Q: I have a PBE band structure for an ordered TiSn₃O₈ cell, and the gap is said to be too small. If I pay for HSE06, will I get the same bands further apart, or a different picture?

A: Compare the same points of the Brillouin zone at both levels of theory. In the table v1 is the highest filled band and v2 the one below it; c1 is the lowest empty band and c2 the next one up. Gamma, Y, Z, A_0 and S are points in the zone, that is, different ways in which the phase of an electron wave changes from cell to cell. Each level of theory counts its energies from its own valence top, which lies at Gamma in both.

Band energies of TiSn3O8 (ordered rutile-type cell, 12 atoms, space group Cmmm), calculated with Ansatz 0.2.0 using plane-wave PAW, a 420 eV cutoff and no spin polarisation, at the fixed r2SCAN geometry. The cheaper level is PBE (6×6×4 k mesh) and the costlier level is HSE06 (4×4×2 k mesh), each with energies measured from its own valence top.

```
point name  band v2, cheaper level (eV)  band v1, cheaper level (eV)  band c1, cheaper level (eV)  band c2, cheaper level (eV)  band v2, costlier level (eV)  band v1, costlier level (eV)  band c1, costlier level (eV)  band c2, costlier level (eV)
     Gamma                       -0.694                        0.000                        2.152                        2.365                        -0.637                         0.000                         3.912                         4.112
         Y                       -0.812                       -0.809                        1.912                        2.997                        -0.861                        -0.859                         3.713                         4.747
         Z                       -0.627                       -0.390                        2.515                        3.174                        -0.560                        -0.413                         4.348                         4.927
       A_0                       -0.798                       -0.746                        2.715                        2.807                        -0.735                        -0.675                         4.555                         4.560
         S                       -0.645                       -0.592                        2.382                        2.973                        -0.581                        -0.557                         4.191                         4.703
```

Q: The empty levels have all gone up. Is that one common step, or does everything scale?

A: It is close to one common step. All ten empty levels rise by 1.73 to 1.84 eV, while no filled level moves by more than about 0.07 eV against the valence top. The smallest gap runs from Gamma to Y at both levels of theory and grows from 1.91 to 3.71 eV.

Q: Why should a better treatment of exchange separate filled from empty levels at all?

A: Start with a single electron. It should not repel itself, yet the classical repulsion computed from its density includes exactly that. Exact exchange cancels this error completely, whereas PBE cancels it only in part, so a filled level lies too high. Now take an empty level. While it is empty it adds nothing to the density, so its energy contains no self-repulsion to cancel. PBE still gives it an exchange attraction from the same local potential that serves the filled levels, so it lies too low.

In a crystal each electron wave is spread over many cells, and its exchange with itself alone shrinks towards zero as the crystal, or the k mesh that stands for it, grows. What survives is its exchange with all the filled waves, which is typically strongest with those built from the same orbitals. An empty wave has no filled band of its own, so it usually gains less. HSE06 replaces a quarter of the short-range PBE exchange by exact exchange. If the orbitals themselves hardly change, a level moves by

ΔE ≈ ¼ ⟨ψ| K − v |ψ⟩

where ψ is the orbital, K the short-range exact exchange and v the short-range PBE exchange potential. The bracket is negative for typical filled levels and positive for typical empty ones.

Q: Can you see both movements in the calculation, or only the wider gap?

A: The table shows only the gap, because its zero is tied to the valence top. The raw band edges of the same two runs show the valence top falling by 1.24 eV and the conduction bottom rising by 0.56 eV. About two thirds of the opening would then come from the filled side. This division holds only if both runs share the same zero of potential, which is plausible for one and the same cell but was not checked separately.

Q: That explains a wider gap. Why is the step so similar at different points of the zone?

A: Two limits help. Suppose a band is built from one kind of orbital, repeated in every cell and barely touching its neighbours. Every point of the zone then has the same electron cloud on the same atoms, a short-range exchange correction acts on it equally, and the band moves rigidly.

In the opposite limit a band belongs to one kind of atom at one point and to another kind elsewhere. Its shift then follows that change of make-up. What matters is where the electron sits and how compact its orbital is, not how high its energy lies in PBE. The near-constant step here is what the first limit would give, but it does not prove that the limit applies, and c1 spreads over 0.80 eV, so its orbitals do overlap their neighbours. Orbitals on different atoms would also rise together if their exchange corrections happened to be similar, and no orbital analysis of these bands is at hand to tell the two cases apart.

Q: Show me that with a number. Suppose I can afford HSE06 at Gamma only.

A: Take the rise of c1 at Gamma and carry it to Z, whose HSE06 value is not used:

rise at Gamma = 3.912 − 2.152 = 1.760 eV
estimate at Z = 2.515 + 1.760 = 4.275 eV

HSE06 gives 4.348 eV, so the estimate is 0.07 eV too low, about 4 % of the step. The analysis printed below does the same for the other points and for c2. The largest miss is 0.08 eV, for c1 at A_0.

Q: Our shop rule is to multiply PBE gaps by a fixed factor. Wouldn't that do as well?

A: Not here. The factor at Gamma is 1.82, and applied to c1 at A_0 it overshoots HSE06 by 0.38 eV. At Y, where the conduction bottom lies, it falls short by 0.24 eV. Multiplying the energies also multiplies the distances between points within the band, and exchange has left those nearly alone: the spread of c1 over the five points grows only from 0.80 to 0.84 eV.

Q: Still, c1 doesn't rise by the same amount everywhere. Is there a slight stretch after all?

A: Perhaps a slight one. A straight line fitted to the five rises of c1 against its PBE energy gives an extra 0.07 ± 0.04 eV of rise for each eV of height. That is less than two standard errors from zero, and Gamma, which has the smallest rise, lies furthest from the line. The band c2, which spreads as widely, shows no such trend: its rises all lie between 1.73 and 1.75 eV. The two runs also used different k meshes, so differences of a few hundredths of an eV between points are not secure.

Q: Then is there any irregularity that you take seriously?

A: There are two. The first is that c1 rises more than c2 at every point, so the two bands draw together. The effect is negligible at Gamma but reaches 0.09 eV at A_0, where they end up only 0.005 eV apart. Because both bands are compared at the same point, the choice of energy zero drops out. A_0 is not a point of either k mesh, but Z and S are, and there the two bands draw together by 0.08 eV.

The mechanism allows for this if c1 and c2 differ in make-up. A different share of compact titanium 3d and more extended tin 5s character is a natural suspect, but that is a guess. The bands are numbered by energy, so the two may even have changed places at A_0; their rises would differ by about the same amount either way.

Q: And the second?

A: It is in the filled bands. In PBE, v1 lies almost equally deep at Y and at A_0, with A_0 higher by only 0.06 eV. In HSE06 that difference has grown to 0.18 eV, because, measured from the valence top, the level at Y has sunk and the one at A_0 has come up. If HSE06 simply stretched the valence band, two levels of nearly equal depth would have moved together.

So depth does not set the shift here either. The positions of the two points give a hint: they differ almost only along c, where the wave keeps its sign from one cell to the next at Y and reverses it at A_0. That can change how the filled orbitals lie on the oxygen atoms or mix with the metals, but these results cannot show which. The different k meshes may contribute as well, the more so as Y lies on both meshes and A_0 on neither.

Q: Why do most v2 levels come up? I thought exact exchange pulls filled levels down.

A: It does, but the table measures them against the valence top, which is pulled down too. A filled level that falls a little less than the top appears to rise. At Gamma itself, v2 closes up on v1 by 0.06 eV in just this way, and it comes up by nearly the same 0.06 to 0.07 eV at Z, A_0 and S. That suggests a valence top that falls a little more than most levels near it. Seen so, A_0 is ordinary, and the odd levels are v1 and v2 at Y, which both sink by 0.05 eV, and v1 at Z, which sinks by 0.02 eV. The signs of these small changes therefore tell you about differences between filled levels, not about the direction in which exchange moves them.

Q: What may I do with this in practice?

A: For this cell you can take the shape of the low conduction bands from PBE and add one HSE06 step, if an error of up to about 0.1 eV is acceptable. That is good for placing the gap, and here also for telling where a few added electrons would gather. In PBE, c1 at Gamma lies 0.24 eV above its minimum at Y, and in HSE06 0.20 eV. Both separations are many times the thermal energy at room temperature, roughly 0.03 eV, so such electrons are expected to favour Y strongly over Gamma at either level of theory, provided they stay spread over the crystal. In titanium oxides an added electron can instead settle on one titanium atom and distort its surroundings, which a calculation with fixed atoms and no spin polarisation cannot show.

For a related oxide, first ask whether the lowest empty band keeps the same orbital make-up across the zone. If it does, one step is a sensible first estimate; if it changes, compute the step at more than one point.

Q: And is 3.7 eV the gap I would measure?

A: That remains open. The cell is a hypothetical ordered arrangement whose stability was not tested, and there is no measured gap here to compare with. Its atoms were also held at the r2SCAN geometry, so neither level of theory was allowed to relax them. HSE06 is an approximation too: its fixed quarter of exact exchange does not suit every oxide equally well. The kind of measurement matters as well. The 3.7 eV gap joins two different points of the zone, whereas light without help from lattice vibrations lifts an electron at one and the same point. In these bands that takes at least 3.9 eV, at Gamma. The cell has a centre of inversion, and in rutile SnO₂ and TiO₂ the corresponding transition is forbidden by parity. If the same holds here, which was not checked, strong absorption would start higher. The attraction between the lifted electron and its hole, which these bands leave out, works the other way.

What you have is the effect of changing the exchange treatment on one fixed crystal.

Numerical output:

```
Change from PBE to HSE06 in eV:
    row      v2      v1     c1     c2  c1 rise less c2 rise
  Gamma   0.057       0   1.76  1.747                 0.013
      Y  -0.049   -0.05  1.801   1.75                 0.051
      Z   0.067  -0.023  1.833  1.753                  0.08
    A_0   0.063   0.071   1.84  1.753                 0.087
      S   0.064   0.035  1.809   1.73                 0.079
Prediction less HSE06 value in eV:
    row  c1 rigid shift  c1 proportional  c2 rigid shift
  Gamma               0                0           0.013
      Y          -0.041          -0.2373            0.01
      Z          -0.073           0.2239           0.007
    A_0           -0.08           0.3804           0.007
      S          -0.049           0.1391            0.03
HSE06 to PBE ratio of c1 at Gamma: 1.818
HSE06 to PBE ratio of c1 at Y: 1.942
mean rise of c1 in eV: 1.809
mean rise of c2 in eV: 1.747
fit of dc1 on 5 rows: constant 1.639 +/- 0.095, coefficient of point_c1 0.07269 +/- 0.041; rms 0.0197, worst Gamma 0.0353, leave-one-out rms 0.0384
spread of c1 over the points in PBE in eV: 0.803
spread of c1 over the points in HSE06 in eV: 0.842
growth of that spread in per cent: 4.857
c1 at Gamma above c1 at Y in PBE in eV: 0.24
c1 at Gamma above c1 at Y in HSE06 in eV: 0.199
v1 at A_0 above v1 at Y in PBE in eV: 0.063
v1 at A_0 above v1 at Y in HSE06 in eV: 0.184
rise at A_0 if PBE c1 became HSE06 c2 in eV: 1.845
rise at A_0 if PBE c2 became HSE06 c1 in eV: 1.748
fall of the raw valence top in eV: 1.242
rise of the raw conduction bottom in eV: 0.5598
share of the opening from the valence top in per cent: 68.93
```
